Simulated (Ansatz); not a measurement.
CH3AlMgO: structure from calculated spectroscopic constants

These gas-phase data were calculated for one isomer of CH3AlMgO at PBE0-D3(BJ)/def2-SVP (harmonic, unscaled wavenumbers; equilibrium rotational constants with average atomic masses):

* rotational constants: 159.3, 1.414, 1.414 GHz
* all wavenumbers above 1500 cm⁻¹: 3141, 3141, 3040
* dipole moment: 1.44 D (PBE0/def2-TZVPD)

Candidates:

(1) `[CH3][Al]1[O][Mg]1`, a singlet
(2) `[CH3][Mg][O][Al]`, a singlet

Question: Which candidate do the data belong to? Where the bands don't settle it, estimate the moments of inertia from typical bond lengths.

Answer: Candidate (2). The rotational constants decide: (1) would give 21.73, 2.287, 2.096 GHz.

The same quantities for all candidates:

```
     rotational constants (GHz)  wavenumbers above 1500 cm⁻¹  dipole (D)  E above the lowest, PBE0-D3(BJ)/def2-SVP (kcal/mol)
(1)         21.73, 2.287, 2.096             3161, 3159, 3046        0.98                                                 28.2
(2)         159.3, 1.414, 1.414             3141, 3141, 3040        1.44                                                  0.0
```

Harmonic stretches to hydrogen usually lie a few per cent above observed fundamentals. Programs: Ansatz 0.2.0.

The two equal smaller constants identify a symmetric top, with the C–Mg–O–Al chain lying along the methyl threefold axis. Only the three light hydrogens then contribute to the moment about that axis, which is why the largest constant reaches 159.3 GHz. In the ring, heavy atoms lie off any such axis, so this constant collapses, while the more compact skeleton raises the other two. The C–H stretches are a poor discriminator because both isomers carry a metal-bound methyl group, although the coincident upper pair fits the degenerate mode expected for threefold symmetry.

The chain's lower energy probably reflects its strongly polar Mg–O–Al linkage, which favours a wide angle at oxygen, and aluminium(I) keeping its 3s lone pair. The ring forces a narrow angle at oxygen and gains only a weak Al–Mg interaction in return, which apparently outweighs the benefit of bonding methyl to aluminium rather than magnesium. The comparison doesn't establish the chain as the global minimum, since other connectivities, such as an open chain with methyl on aluminium, are absent.
